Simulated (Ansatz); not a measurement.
MgMo: pressure against volume scale

Periodic Kohn-Sham DFT of a crystal at fixed atoms, scaled to volume_scale times the given cell; pressure positive in compression, energy less spherical unpolarised free atoms, largest_vzz the field gradient of largest size among the nuclei. The results are calculated, by Ansatz 0.2.0.

The cell before it is scaled or strained (space group R-3m, No. 166):
```
MgMo
1.0
      1.4079    -0.8128     4.8762
      0.0000     1.6256     4.8762
     -1.4079    -0.8128     4.8762
Mg Mo
1 1
Direct
  0.00000 0.00000 0.00000
  0.50000 0.50000 0.50000
```

Settings of every row: method frozen-core PAW; functional PBEsol; relativity scalar; k mesh 13x13x13; filling fermi-dirac; smearing width 0.03 eV; wave cutoff 420 eV; paw set soft_2.

Atom start moment: 0 on all atoms.

Limits: PAW files made with PBE; field gradient without spin-orbit coupling on heavy atoms; no gap: field gradients move with the k mesh; the cell comes from a prototype or a list of computed structures and needn't be the stable phase.

| row | volume scale | V (Å³/atom) | pressure (GPa) | largest V_zz (1e21 V/m^2) |
| --- | --- | --- | --- | --- |
| 1 | 0.9405 | 15.744 | 8.953 | 11.603 |
| 2 | 0.97 | 16.238 | ? | ? |
| 3 | 1 | 16.74 | 0 | 12.056 |
| 4 | 1.03 | 17.242 | -3.615 | 12.122 |
| 5 | 1.06 | 17.745 | -6.731 | 12.108 |

Question: what pressure should row 2 give?

Worked fit of pressure. Take u = (V_r/V)^(2/3) − 1 with V_r = 16.991 Å³ an atom, which is twice the finite (Eulerian) strain; such expansions in the strain, on which the Birch-Murnaghan equation of state is built, carry the rest volume and the bulk modulus. The shown rows have u = 0.05213, 0.00997, -0.00973, -0.02853. Least squares give pressure = −1.8748 + 183.468 × u + 464.94 × u² GPa; a straight line predicts inner rows, each left out in turn, worse (root mean square 0.46 against 0.0018 GPa). The rows lie off it by 0.000, -0.001, 0.001, 0.000. The pressure vanishes at u = 0.0100, or V = 16.74 Å³ an atom, and there the bulk modulus at fixed shape and fractions is B = −V dP/dV = (2/3)(1 + u) dP/du = 130 GPa. Letting shape and atoms relax would as a rule lower it, by much in layered, chain or molecular crystals. The withheld row has u = 0.03068, so the fit gives −1.8748 + 183.468 × (0.03068) + 464.94 × (0.03068)² = 4.192 GPa.

The calculation gave 4.188 GPa. The fit lies 0.004 GPa (0.026 % of the column's range) above it; its largest miss of a shown row is 0.001 GPa.

The other values of row 2: largest V_zz 11.889 1e21 V/m^2.
